**Student.** My notes on the excited $^2E$ state of NH$_3^+$ give the $E\times e$ matrix with a linear and a quadratic coupling constant. The sixth-order form of Viel and Eisfeld (2004) has nine. How would I know that nine is complete and that none is redundant?

**Lecturer.** Count before you construct. First the conventions. Take a spin-free Hamiltonian, a real electronic pair $|x\rangle,|y\rangle$, and dimensionless normal coordinates $Q_x,Q_y$ of one $e$ mode, both transforming like the vector $(x,y)$ in $C_{3v}$, with a mirror plane that sends $y\to-y$. Put $z=Q_x+iQ_y=\rho e^{i\phi}$. The diabatic potential matrix is real and symmetric,

$$H=V\,\mathbf 1+\begin{pmatrix}\mathrm{Re}\,W&-\mathrm{Im}\,W\\-\mathrm{Im}\,W&-\mathrm{Re}\,W\end{pmatrix},\qquad V_\pm=V\pm|W| .$$

Symmetry demands $H(gQ)=D(g)H(Q)D(g)^T$. Real symmetric $2\times2$ matrices span the symmetric square $[E^2]=A_1+E$. So $V$ is an invariant polynomial, and $(\mathrm{Re}\,W,\mathrm{Im}\,W)$ is a pair of $E$ symmetry that transforms like $z$ itself. Each independent invariant, and each independent pair, carries one real constant.

**Student.** $E\times E$ also holds $A_2$. You dropped it.

**Lecturer.** Its matrix is antisymmetric, hence imaginary if Hermitian, hence odd under time reversal. It cannot multiply a function of coordinates alone. The $A_2$ polynomials return later in another role.

Now the count. The number of times $\Gamma$ occurs among polynomials of degree $n$ in $m$ coordinates is $\frac1{|G|}\sum_g\chi_\Gamma(g)\,h_n(g)$, where $h_n(g)$ is the character on those polynomials and all characters here are real. If the coordinate matrix $D_Q(g)$ has eigenvalues $\lambda_1,\dots,\lambda_m$, the monomials in its eigen-coordinates are eigenfunctions. Then $\sum_n h_nt^n=\prod_i(1-\lambda_it)^{-1}$, which gives the series named after Molien (1897):

$$\Phi_\Gamma(t)=\frac1{|G|}\sum_g\frac{\chi_\Gamma(g)}{\det[1-tD_Q(g)]} .$$

For one $e$ mode the determinants are $(1-t)^2$ for the identity, $1+t+t^2$ for the two rotations and $1-t^2$ for the three mirrors. Do the sums.

**Student.** With characters $(1,1,1)$, $(2,-1,0)$ and $(1,1,-1)$:

$$\Phi_{A_1}=\frac{1}{(1-t^2)(1-t^3)},\quad \Phi_E=\frac13\left[\frac1{(1-t)^2}-\frac1{1+t+t^2}\right]=\frac{t}{(1-t)(1-t^3)},\quad \Phi_{A_2}=\frac{t^3}{(1-t^2)(1-t^3)} .$$

$\Phi_E$ runs $1,1,1,2,2,2$ over orders one to six, nine in all, and $\Phi_{A_1}$ runs $0,1,1,1,1,2$. But that is a count, and I asked for polynomials.

**Lecturer.** Multiply $\Phi_E$ above and below by $1+t$ to get $(t+t^2)/[(1-t^2)(1-t^3)]$. The denominator now suggests two algebraically independent invariants, $f_2=zz^*=\rho^2$ and $f_3=\mathrm{Re}\,z^3=\rho^3\cos3\phi$. The numerator suggests two basic pairs, $z$ and $z^{*2}$. Together they form the integrity basis:

$$V=p_0(f_2,f_3),\qquad W=p_1(f_2,f_3)\,z+p_2(f_2,f_3)\,z^{*2},$$

with real polynomials $p_k$.

**Student.** "Suggests" bothers me. Your own step shows that the rational form is not unique.

**Lecturer.** Correct, so one verifies it. The products $f_2^af_3^b z$ and $f_2^af_3^b z^{*2}$ are independent if $p_1z+p_2z^{*2}=0$ forces $p_1=p_2=0$. As plane vectors, $z$ and $z^{*2}$ have the determinant $\mathrm{Im}(z^*z^{*2})=-\rho^3\sin3\phi$, which vanishes only on the mirror lines. So they are independent, their number at each order equals the coefficient of $\Phi_E$, and they therefore span. A direct test: $W$ may hold any $z^az^{*b}$ with $a-b\equiv1 \pmod 3$. The new monomials at orders four and five reduce as $z^4=2f_3z-f_2z^{*2}$ and $z^{*5}=2f_3z^{*2}-f_2^2z$.

**Student.** Is it always that tidy?

**Lecturer.** It is when the group acts on the coordinates as a group generated by reflections. Chevalley (1955) showed that the invariants are then free polynomials in $m$ basic ones. The product of their degrees is $|G|$, here $2\cdot3=6$, and the numerator of $\Phi_\Gamma$ has $\dim\Gamma$ terms. The covariants that transform like the coordinates are the gradients of the basic invariants, so their degrees are one lower: $2,3\to1,2$. Let us use that on other molecules. $G$ always means the group as it acts on the chosen modes.

The cyclopentadienyl radical has a $^2E_1''$ ground state in $D_{5h}$, with $[E_1''^2]=A_1'+E_2'$. On one $e_2'$ mode $\sigma_h$ does nothing, so $|G|=10$. The invariants are $\rho^2$ and $\mathrm{Re}\,z^5$, and their gradients are $z$ and $z^{*4}$:

$$\Phi_{A_1'}=\frac1{(1-t^2)(1-t^5)},\qquad\Phi_{E_2'}=\frac{t+t^4}{(1-t^2)(1-t^5)} .$$

**Student.** And a triply degenerate state?

**Lecturer.** The $^2T_2$ state of CH$_4^+$ in $T_d$ with one $t_2$ mode $(x,y,z)$, where $z$ is now a real coordinate. Opalka and Domcke (2010) built high-order matrices for it from invariant theory. Here $[T_2^2]=A_1+E+T_2$. The determinants for $E$, $8C_3$, $3C_2$, $6S_4$, $6\sigma_d$ are $(1-t)^3$, $1-t^3$, $(1-t)(1+t)^2$, $(1+t)(1+t^2)$, $(1-t)^2(1+t)$. With $\Delta=(1-t^2)(1-t^3)(1-t^4)$,

$$\Phi_{A_1}=\frac1\Delta,\qquad\Phi_{T_2}=\frac{t+t^2+t^3}{\Delta},\qquad\Phi_E=\frac{t^2+t^4}{\Delta} .$$

The invariants are $x^2+y^2+z^2$, $xyz$ and $x^4+y^4+z^4$, and $2\cdot3\cdot4=24$. Their gradients $(x,y,z)$, $(yz,zx,xy)$, $(x^3,y^3,z^3)$ fill the off-diagonal elements, the third component going into $H_{xy}$ and so on. Their determinant is $(x^2-y^2)(y^2-z^2)(x^2-z^2)$, which vanishes only on the six mirror planes. The $E$ pairs $\{2z^k-x^k-y^k,\ \sqrt3(x^k-y^k)\}$ with $k=2,4$ make the traceless part of the diagonal.

**Student.** Ammonia has two $e$ modes, the degenerate stretch $\nu_3$ and the degenerate bend $\nu_4$. I would just square the series.

**Lecturer.** Square the determinants, not the series. The group still has six elements and acts on both modes at once:

$$\Phi_{A_1}=\frac{1+t^2+2t^3+t^4+t^6}{(1-t^2)^2(1-t^3)^2},\qquad \Phi_E=\frac{2t+3t^2+2t^3+3t^4+2t^5}{(1-t^2)^2(1-t^3)^2} .$$

A mirror now reverses two of four coordinates, so it is no reflection in this space and the invariants are no longer free. The four denominator invariants are $f_2,f_3$ of each mode. Their degrees multiply to 36, and $36/6=6$ numerator invariants are needed, each used at most once as a factor. They are $1$, $s=\mathrm{Re}\,z_3z_4^*$, $\mathrm{Re}\,z_3^2z_4$, $\mathrm{Re}\,z_3z_4^2$, $s^2$ and $s^3$. The $E$ numerator has $2\cdot6=12$ terms. Squaring $\Phi_{A_1}$ would lose every numerator term beyond the 1, starting with the bilinear stretch–bend term.

The other two modes only add factors. About the pyramidal geometry of neutral NH$_3$ both are $a_1$, and each gives $1/(1-t)$. About a planar reference the state is $^2E'$ in $D_{3h}$ and the umbrella coordinate is $a_2''$. It must appear in even powers, so the factor is $1/[(1-t)(1-t^2)]$ and $|G|=12$. This presumes coordinates on which the group acts linearly. In the table, "free" is the number of constants that a real symmetric matrix would need without symmetry: its independent elements (3 or 6) times the monomials of orders one to six.

| state, modes | $m$ | $\lvert G\rvert$ | diagonal, orders 1–6 | coupling, orders 1–6 | total | free | free/total |
|---|---|---|---|---|---|---|---|
| NH$_3^+$ $^2E$, $e$ | 2 | 6 | 0,1,1,1,1,2 | 1,1,1,2,2,2 | 15 | 81 | 5.40 |
| C$_5$H$_5$ $^2E_1''$, $e_2'$ | 2 | 10 | 0,1,0,1,1,1 | 1,0,1,1,1,2 | 10 | 81 | 8.10 |
| CH$_4^+$ $^2T_2$, $t_2$ | 3 | 24 | 0,1,1,2,1,3 | 1,2,2,4,5,7 | 29 | 498 | 17.17 |
| NH$_3^+$ $^2E$, $2e$ | 4 | 6 | 0,3,4,6,10,17 | 2,3,6,13,18,27 | 109 | 627 | 5.75 |
| NH$_3^+$ $^2E$, $2a_1+2e$ | 6 | 6 | sum 195 | sum 306 | 501 | 2769 | 5.53 |
| NH$_3^+$ $^2E'$, $a_1'+a_2''+2e'$ | 6 | 12 | sum 127 | sum 202 | 329 | 2769 | 8.42 |

"Diagonal" means the multiple of the unit matrix, and the methane coupling column adds the $T_2$ and $E$ series.

**Student.** The last column looks like $|G|$, but it always falls short, badly so for methane.

**Lecturer.** Add the series over all of $[\Gamma^2]$. The total at order $n$ is $\frac1{|G|}\sum_g\chi_{[\Gamma^2]}(g)h_n(g)$. The identity term is exactly free$/|G|$. It comes from the pole $(1-t)^{-m}$ and grows as $n^{m-1}$. Any other element fixes a smaller subspace, so its pole at $t=1$ is weaker, and in these cases it is never stronger elsewhere. The ratio therefore tends to $|G|$ at high order. The leading correction comes from true reflections, with a pole of order $m-1$ at $t=1$, and their character on $[\Gamma^2]$ is positive in every row. For one $e$ mode, $6\cdot15=90=81+9$: the mirrors add 9 and the rotations nothing, because $\chi_{A_1+E}(C_3)=0$. For two $e$ modes, $6\cdot109=654=627+27$, a smaller share because the mirror pole is two orders below the identity pole. For methane, $24\cdot29=696=498+180+18$, from six mirrors of character 2 and three $C_2$ axes of character 2. Planar NH$_3^+$ has $\sigma_h$, which reverses the umbrella alone and has character 3. It adds 885 to the 2769 and is the main reason the ratio is still so far from 12.

So $m$ sets the power law, $|G|$ the prefactor and the reflections the approach to it. The numerator degrees decide where each kind of term first enters.

**Student.** This chapter is about static distortions. What does the bookkeeping say about minima?

**Lecturer.** Two things. For one $e$ mode both $V$ and $|W|^2$ are invariants, so they depend on $\phi$ only through $\cos3\phi$. At any order $\partial V_-/\partial\phi\propto\sin3\phi$, and the rays $\phi=0,\pi/3,\dots$, on which one mirror survives, hold the symmetry-fixed stationary points. Second, the degrees tell which term first warps the trough. With $W=\kappa z+\tfrac12gz^{*2}$,

$$|W|^2=\kappa^2\rho^2+\kappa g\rho^3\cos3\phi+\tfrac14g^2\rho^4 ,$$

so $|W|\approx\kappa\rho+\tfrac12g\rho^2\cos3\phi$, and the warping is of order $\rho^2$. For a faithful doublet mode of an $N$-fold axis, with $W$ transforming like $z$, the second covariant is $z^{*(N-1)}$. The warping then starts as $\rho^{N-1}\cos N\phi$, which is $\rho^4\cos5\phi$ for the $e_2'$ mode of C$_5$H$_5$. The zero at order two in its row says the same.

**Student.** Then the C$_5$H$_5$ trough is flat through second order.

**Lecturer.** Within the $e_2'$ mode, yes. The count is only as good as the list of modes. Let $u$ be an $e_1'$ coordinate of frequency $\omega_u$, with $C_5$ multiplying $u$ by $e^{2\pi i/5}$ and $z$ by $e^{4\pi i/5}$. Then $W$ may contain $b\,u^*z^*+d\,u^2$. To first order in $b$ the lower sheet relaxes to $u=(b\rho/\omega_u)e^{-2i\phi}$, and the $d$ term then adds $(d\,b^2/\omega_u^2)\rho^2\cos5\phi$ to $|W|$. That is of order $\rho^2$, but it is a product of three second-order constants, where ammonia needs a single one.

Methane is the opposite extreme. The linear matrix has the secular equation $\lambda^3-r^2\lambda-2xyz=0$ in units of $\kappa$, with $r^2=x^2+y^2+z^2$, so the cubic invariant already enters at first order. The lowest root at $r=1$ is $-2/\sqrt3=-1.155$ along $(-1,-1,-1)$ and $-1$ along $(0,0,1)$. There is no trough, and the linear $t_2$ model distorts trigonally. The real cation is generally taken to have a $C_{2v}$ minimum, which needs the $e$ mode and higher orders.

**Student.** I still doubt that anything past $g$ matters in practice.

**Lecturer.** Try a model. Take $\hbar\omega=0.20$ eV, or 1613 cm$^{-1}$, a typical size for the degenerate HNH bend, written $\omega$ below. Take the purely illustrative $\kappa=0.40$ eV and $g=0.04$ eV, with $V=\tfrac12\omega\rho^2$. On $\phi=0$, $V_-=\tfrac12(\omega-g)\rho^2-\kappa\rho$, and on $\phi=\pi/3$ the sign of $g$ flips. The minima lie at $\rho=\kappa/(\omega-g)=2.50$ with $V_-=-0.500$ eV, and the saddles at $\kappa/(\omega+g)=1.67$ with $-0.333$ eV. The model's barrier is $\kappa^2g/(\omega^2-g^2)=0.167$ eV.

Now size the neglected terms at $\rho_0=\kappa/\omega=2.0$. The quadratic coupling modulates the trough by $g\rho_0^2=0.16$ eV peak to peak. The diagonal cubic term $c_3f_3$ gives $2c_3\rho_0^3$, which is as large for $c_3=0.010$ eV. A fourth-order coupling $h_4f_2z^{*2}$ gives $2h_4\rho_0^4$ and needs only $h_4=0.005$ eV. Add $c_3=+0.010$ eV and solve again. On $\phi=0$ the stationary point moves to $\rho=1.85$ with $-0.403$ eV. On $\phi=\pi/3$ the nearest one moves to $\rho=2.37$ with $-0.407$ eV. A constant of one twentieth of $\omega$ has removed the barrier and reversed the order of the two rays. For $\rho_0<1$ the powers of $\rho_0$ suppress such terms, and for $\rho_0$ near 2 they amplify them. That is why strongly coupled states need the complete list.

These energies are the model's and are no estimate for NH$_3^+$. The ion has a second $e$ mode, and the lower sheet of $^2E$ is known to approach and intersect the ground state of the ion.

**Student.** Does the same machinery handle that third state?

**Lecturer.** In $C_{3v}$ the ground state is $^2A_1$, and $A_1\times E=E$. The pseudo-Jahn–Teller elements therefore follow the same $\Phi_E$, with 306 independent constants of their own through order six in all modes. About the plane the ground state is $^2A_2''$ and the coupling is $E''$, odd in the umbrella coordinate. The factor becomes $t/[(1-t)(1-t^2)]$ and the count is 104. That coupling vanishes at every planar geometry, which is what allows the states to cross there.

**Student.** One last objection. You proved that the nine couplings are independent as polynomials. Can a fit to adiabatic energies determine them?

**Lecturer.** Not all of them, and the series says how many. Energies give $V$ and $|W|^2$. With $\kappa\neq0$, the order-$n$ part of $W$ first enters $|W|^2$ at order $n+1$, where only the invariants are available: $1,1,1,1,2,1$ for orders two to seven, against $1,1,1,2,2,2$ constants. The surplus is a gauge freedom. Rotating the electronic pair by a coordinate-dependent angle multiplies $W$ by $e^{i\chi}$ and leaves $|W|$ alone, and the symmetry form survives if $\chi$ is an $A_2$ polynomial. The lowest is $\chi=\epsilon\,\mathrm{Im}\,z^3$, which shifts $W$ by

$$i\epsilon\kappa\,(\mathrm{Im}\,z^3)\,z=\tfrac12\epsilon\kappa\,(z^4-\rho^2z^{*2})$$

at order four. The books balance exactly:

$$\Phi_E=\frac{\Phi_{A_1}-1}{t}+t\,\Phi_{A_2} .$$

The first term counts what the Taylor coefficients of the gap fix, and the second counts the gauge directions, one at order four and one at order six. Seven of the nine are fixed by energies order by order. In a truncated polynomial the rotation spills into the discarded orders, so a fit sees these two combinations only through higher-order products, and weakly near the intersection. They are properly fixed by the diabatization, that is by wavefunction overlaps or derivative couplings, which see $\nabla\chi$.